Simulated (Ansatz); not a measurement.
## Ligand exchange: GeH(CH3)Cl2 + CH3F → GeH2(CH3)Cl + CH2ClF

Species: GeH(CH3)Cl2, singlet; CH3F (fluoromethane) `CF`, singlet; GeH2(CH3)Cl, singlet; CH2ClF `FCCl`, singlet. The partners trade Cl for H: Ge–Cl and C–H bonds give way to Ge–H and C–Cl.

Shapes, held fixed at every level: PBE0-D4/def2-TZVP. Programs: Ansatz 0.2.0. The zero-point and thermal change to 298 K, harmonic and unscaled (PBE0-D4/def2-TZVP), is -7.2 kJ/mol.

| level | kind | ΔH(298 K) (kJ/mol) | less CCSD(T)/def2-TZVPP | CPU time (sum over the molecules) |
| --- | --- | --- | --- | --- |
| HF/def2-SVP | Hartree–Fock | +140.0 | +10.6 | – |
| HF/def2-TZVPP | Hartree–Fock | +137.5 | +8.1 | – |
| PBE-D4/def2-TZVPP | GGA | +121.0 | -8.4 | 18 s |
| wB97M-V/def2-TZVPP | range-separated hybrid | +127.9 | -1.5 | 82 s |
| B2PLYP/def2-TZVPP | double hybrid | +129.4 | 0.0 | 35 s |
| CCSD(T)/def2-SVP | coupled cluster or CI | +128.5 | -0.9 | 24 s |
| CCSD(T)/def2-TZVPP | coupled cluster or CI | +129.4 | 0.0 | 9.7 min |

The highest level, CCSD(T)/def2-TZVPP, gives ΔH(298 K) = +129.4 kJ/mol; the levels span +121.0 to +140.0. The column of differences is taken from that level and isn't an error. No measured value is set beside it here. Relativity is left out for Ge. Outer-core shells of Ge are correlated in most correlated rows, in sets that cover them unevenly. Times are processor times on shared x86 and Arm servers, and rough.

Every level makes the exchange strongly endothermic, so chlorine prefers germanium and hydrogen prefers carbon. The main reason is bond polarity: germanium is much more electropositive than carbon, so Ge–Cl gains more from charge transfer than C–Cl, while the compact carbon orbitals overlap better with hydrogen than the diffuse ones of germanium. Geminal fluorine probably recovers part of the cost by donating lone-pair density into the C–Cl antibonding orbital, but not enough to reverse the preference. The negative thermal correction fits the replacement of a stiff C–H bond by a softer Ge–H bond.

Hartree–Fock lies above the coupled-cluster value and PBE below it, perhaps because they err in opposite directions on the polarity of the bonds exchanged. The small change in CCSD(T) between the two basis sets is not proof of convergence: the Hartree–Fock part falls while the correlation contribution becomes less negative, so the two shifts largely cancel. The sign and approximate size of the enthalpy are therefore well supported, but a ranking of the closest methods is not.
